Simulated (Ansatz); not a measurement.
ScSi₂: pressure as volume per atom varies

Results calculated with Ansatz 0.2.0, not measured. Periodic Kohn-Sham DFT of a crystal at fixed atoms; pressure and stress are positive in compression; the energy is the free energy less that of spherical unpolarised free atoms; site moments are those in the method's own spheres, positive along +z.

Cell of the first row (space group P6/mmm, No. 191):
```
cell vectors (Å)
   3.5853     0.0000     0.0000
  -1.7926     3.1049     0.0000
   0.0000     0.0000     3.7910
atoms (fractions of the cell vectors)
Sc  0.00000  0.00000  0.00000
Si  0.33333  0.66667  0.50000
Si  0.66667  0.33333  0.50000
```

Settings of every row: method frozen-core PAW; functional PBEsol; relativity scalar; k mesh 13x13x11; filling fermi-dirac; smearing width 0.05 eV; wave cutoff 420 eV; paw set soft_2.

Atom start moment: 0 on all atoms.

Limits: PAW files made with PBE; all rows lie far from zero pressure.

```csv
row,volume per atom (Å³),pressure (GPa)
1,14.067,34.847
2,14.367,30.084
3,14.666,25.745
4,14.816,23.72
5,14.965,21.785
6,15.115,19.937
7,15.264,?
8,15.564,14.864
9,15.863,11.841
```

Question: what pressure should row 7 give?

Worked fit of pressure. Take u = (V_r/V)^(2/3) − 1 with V_r = 14.89 Å³ an atom, which is twice the finite (Eulerian) strain; such expansions in the strain, on which the Birch-Murnaghan equation of state is built, carry the rest volume and the bulk modulus. The shown rows have u = 0.03863, 0.02412, 0.01016, 0.00333, -0.00334, -0.00995, -0.02908, -0.04132. Least squares give pressure = 22.7485 + 289.305 × u + 616.31 × u² GPa; a straight line predicts inner rows, each left out in turn, worse (root mean square 0.32 against 0.0067 GPa). The rows lie off it by 0.003, -0.001, -0.006, 0.001, -0.004, 0.006, 0.007, -0.006 (root mean square 0.0048 GPa). The withheld row has u = -0.0164, so the fit gives 22.7485 + 289.305 × (-0.0164) + 616.31 × (-0.0164)² = 18.170 GPa.

The calculation gave 18.17 GPa. The fit meets it to the printed digit.
